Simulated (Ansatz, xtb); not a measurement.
**Relative energy of two isomers of C4H8BGa**

Structure a is `B[CH2][GaH][CH2]C#C`, a singlet and structure b is `B[CH2][Ga]([CH3])[C]#C`, a singlet. Both are isolated molecules in the gas phase, relaxed with PBE-D3(BJ)/def2-SVP; the shapes shown needn't be the lowest conformers.

a (Å):

```yaml
atoms:
  - { symbol: C, position_ang: [0.6409, 0.7116, 0.6307] }
  - { symbol: C, position_ang: [-1.8325, 1.4559, -1.6153] }
  - { symbol: C, position_ang: [-1.7262, 2.7427, -0.9654] }
  - { symbol: C, position_ang: [-1.5843, 3.8087, -0.3776] }
  - { symbol: B, position_ang: [0.0381, -0.0767, 1.7878] }
  - { symbol: Ga, position_ang: [-0.5447, 0.1003, -0.8797] }
  - { symbol: H, position_ang: [-0.9013, 0.3745, 2.4248] }
  - { symbol: H, position_ang: [0.4165, -1.2099, 2.0385] }
  - { symbol: H, position_ang: [1.6401, 0.3845, 0.2723] }
  - { symbol: H, position_ang: [0.4887, 1.8095, 0.6071] }
  - { symbol: H, position_ang: [-0.4421, -1.3354, -1.5345] }
  - { symbol: H, position_ang: [-1.6568, 1.5235, -2.7119] }
  - { symbol: H, position_ang: [-2.8475, 1.0129, -1.4956] }
  - { symbol: H, position_ang: [-1.4859, 4.7590, 0.1267] }
```

b (Å):

```yaml
atoms:
  - { symbol: C, position_ang: [-0.3340, -0.6608, -1.4072] }
  - { symbol: C, position_ang: [-0.1853, 1.8352, 1.0495] }
  - { symbol: C, position_ang: [-2.8118, 1.5597, -1.0877] }
  - { symbol: C, position_ang: [-3.8935, 1.9628, -1.5198] }
  - { symbol: B, position_ang: [-0.7033, -1.7473, -0.4063] }
  - { symbol: Ga, position_ang: [-1.1160, 0.9304, -0.4254] }
  - { symbol: H, position_ang: [0.0190, -1.9830, 0.5504] }
  - { symbol: H, position_ang: [-1.7731, -2.3301, -0.4801] }
  - { symbol: H, position_ang: [-0.8583, -0.6429, -2.3817] }
  - { symbol: H, position_ang: [0.7358, -0.3735, -1.4716] }
  - { symbol: H, position_ang: [-0.3947, 2.9222, 1.0581] }
  - { symbol: H, position_ang: [0.9078, 1.6643, 1.0086] }
  - { symbol: H, position_ang: [-0.5577, 1.4097, 2.0060] }
  - { symbol: H, position_ang: [-4.8453, 2.3153, -1.8976] }
```

Quicker runs give these differences E(b) − E(a): GFN2-xTB +0.102 eV; HF/STO-3G −1.074 eV (at GFN2-xTB geometries); r2SCAN-D4/def2-SVP −0.549 eV (at GFN2-xTB geometries).

Task: Estimate which is lower in electronic energy at CCSD(T)/def2-SVP + ΔMP2/def2-TZVPP, and by roughly how much.

Result: The CCSD(T)/def2-SVP + ΔMP2/def2-TZVPP calculation puts structure b lower, by 0.714 eV.

The same difference at several levels:

```tsv
level	geometry	E(b) − E(a) (eV)	departure from the last row (eV)	job, with rough time for the two
GFN2-xTB	GFN2-xTB	+0.102	+0.815	optimisation, 0.42 s
HF/STO-3G	GFN2-xTB	−1.074	−0.360	single point, 1.2 s
r2SCAN-D4/def2-SVP	GFN2-xTB	−0.549	+0.165	single point, 3.1 s
PBE-D3(BJ)/def2-SVP	PBE-D3(BJ)/def2-SVP	−0.452	+0.261	optimisation, 1.7 min
HF/def2-SVP	PBE-D3(BJ)/def2-SVP	−0.619	+0.095	part of the CCSD(T) run
MP2/def2-SVP	PBE-D3(BJ)/def2-SVP	−0.634	+0.080	part of the CCSD(T) run
CCSD(T)/def2-SVP	PBE-D3(BJ)/def2-SVP	−0.624	+0.090	single point
CCSD(T)/def2-SVP + ΔMP2/def2-TZVPP	PBE-D3(BJ)/def2-SVP	−0.714		single point, 47 s
```

As drawn, b has 1 C–Ga, 1 C–H in place of 1 C–C, 1 Ga–H.

GFN2-xTB puts the two in the other order. The largest departure from CCSD(T)/def2-SVP + ΔMP2/def2-TZVPP is that of GFN2-xTB, 0.815 eV. The last row adds to CCSD(T) the change of the MP2 difference between the two basis sets, here −0.090 eV.

With thermal terms from frequencies at re-optimised GFN2-xTB minima (ideal gas, soft modes damped towards free rotors, one conformer each, 298.15 K, 1 atm): on the last row, ΔE + ΔZPE = −0.633, ΔH = −0.613, ΔG = −0.668 eV.

The correlated steps freeze 14 core orbitals; the filled d shell of Ga is correlated, in a basis made for valence electrons. Run with Ansatz 0.2.0, xtb 6.7.1; the last row on 2 threads of Intel(R) Xeon(R) 6975P-C (Granite Rapids) on a shared host.

Placing the alkynyl carbon directly on gallium favours b by 0.714 eV, and the thermal terms reduce this preference without reversing it. The isomerisation exchanges a Ga–H and a propargylic C–C bond for a Ga–C(sp) and a methyl C–H bond. The high s character of an sp carbon makes it electronegative and well able to carry the negative charge in a polar bond to electropositive gallium. This, together with the strong new C–H bond, probably outweighs the loss of the C–C bond.

HF, MP2 and CCSD(T) nearly coincide in the same basis, so the preference is already present at mean-field level and correlation largely cancels between the isomers. The reversed order from GFN2-xTB is unlikely to stem from its geometries, since r2SCAN-D4 favours b on the same structures; its approximate description of gallium bonding is the likelier cause. The energies establish a thermodynamic preference between these two isomers, but say nothing about the barrier to their interconversion.
